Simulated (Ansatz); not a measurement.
## Ligand exchange: KBr + Sn(CH3)(SH) → KSH + Sn(CH3)Br

Species: KBr, singlet; Sn(CH3)(SH), singlet; KSH `[SH][K]`, singlet; Sn(CH3)Br, singlet. The partners trade Br for SH: K–Br and Sn–SH bonds give way to K–SH and Sn–Br.

Shapes, held fixed at every level: PBE0-D4/def2-TZVP. Flexible molecules stand in one conformer, not always the lowest. Programs: Ansatz 0.2.0. The zero-point and thermal change to 298 K, harmonic and unscaled (PBE0-D4/def2-TZVP), is -3.5 kJ/mol.

(1) Estimate ΔH(298 K) of this reaction.

Answers

(1) The highest level, CCSD(T)/def2-TZVPP, gives ΔH(298 K) = +65.3 kJ/mol; the levels span +59.5 to +74.6. The column of differences is taken from that level and isn't an error. No measured value is set beside it here. For atoms past krypton def2 sets carry core potentials with scalar relativity. Relativity is left out for Br unless named. Correlated rows may include outer-core shells of Br, K, Sn, which these sets cover unevenly.

```tsv
level	kind	ΔH(298 K) (kJ/mol)	less CCSD(T)/def2-TZVPP
HF/def2-TZVPP	Hartree–Fock	+66.5	+1.2
PBE-D4/def2-TZVPP	GGA	+59.5	-5.8
B3LYP-D4/def2-TZVPP	global hybrid	+61.6	-3.7
PBE0-D4/def2-TZVPP	global hybrid	+63.2	-2.1
wB97X-V/def2-TZVPP	range-separated hybrid	+64.0	-1.3
CCSD/def2-SVP	coupled cluster or CI	+74.6	+9.3
CCSD/def2-TZVPP	coupled cluster or CI	+64.4	-0.9
CCSD(T)/def2-TZVPP	coupled cluster or CI	+65.3	0.0
```

The exchange is clearly endothermic at every level, so for these isolated molecules bromide belongs with potassium and hydrosulfide with tin. The thermal term of -3.5 kJ/mol is small, so the preference is electronic. Both potassium species are essentially ion pairs, and bromine's higher electron affinity favours K–Br over K–SH. The more covalent bond to tin(II) gains less from that advantage, and sulfur, the softer and better π donor, probably also stabilises the stannylene through its formally empty 5p orbital.

Hartree–Fock already lies close to CCSD(T), which suggests that correlation contributions largely cancel between the two sides. Enlarging the basis shifts CCSD far more than adding triples does, probably because the small set describes the anion-like ligands unevenly. The sign is therefore secure, while the last few kJ/mol depend more on basis convergence than on the triples correction. The result doesn't carry over directly to salt metathesis in solution or with solid products, where lattice and solvation energies of the potassium salts enter the balance.
